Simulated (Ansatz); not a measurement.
# BiTe: pressure against volume scale

Results calculated with Ansatz 0.2.0, not measured. Periodic Kohn-Sham DFT of a crystal at fixed atoms, scaled to volume_scale times the given cell; pressure positive in compression, energy less spherical unpolarised free atoms, largest_vzz the field gradient of largest size among the nuclei.

The cell before it is scaled or strained (space group Fm-3m, No. 225):
```
BiTe
1.0
      0.0000     3.2350     3.2350
      3.2350     0.0000     3.2350
      3.2350     3.2350     0.0000
Bi Te
1 1
Direct
  0.00000 0.00000 0.00000
  0.50000 0.50000 0.50000
```

Settings of every row: method frozen-core PAW; functional PBE; relativity scalar; k mesh 10x10x10; filling fermi-dirac; smearing width 0.03 eV; wave cutoff 420 eV; paw set soft_2.

Atom start moment: 0 on all atoms.

Limits: no spin-orbit coupling on heavy atoms.

```
row  volume scale  V (Å³/atom)  pressure (GPa)
  1        0.9405       31.841           4.336
  2          0.98       33.178               ?
  3             1       33.855             0.8
  4          1.02       34.532          -0.159
  5          1.06       35.886          -1.791
```

Question: what pressure should row 2 give?

Worked fit of pressure. Take u = (V_r/V)^(2/3) − 1 with V_r = 34.194 Å³ an atom, which is twice the finite (Eulerian) strain; such expansions in the strain, on which the Birch-Murnaghan equation of state is built, carry the rest volume and the bulk modulus. The shown rows have u = 0.04868, 0.00666, -0.00654, -0.03169. Least squares give pressure = 0.3071 + 72.731 × u + 206.04 × u² GPa; a straight line predicts inner rows, each left out in turn, worse (root mean square 0.21 against 0.0014 GPa). The rows lie off it by 0.000, -0.001, 0.001, 0.000. The pressure vanishes at u = -0.0043, or V = 34.41 Å³ an atom, and there the bulk modulus at fixed shape and fractions is B = −V dP/dV = (2/3)(1 + u) dP/du = 47.1 GPa. The withheld row has u = 0.02031, so the fit gives 0.3071 + 72.731 × (0.02031) + 206.04 × (0.02031)² = 1.869 GPa.

The calculation gave 1.867 GPa. The fit lies 0.002 GPa (0.033 % of the column's range) above it; its largest miss of a shown row is 0.001 GPa.
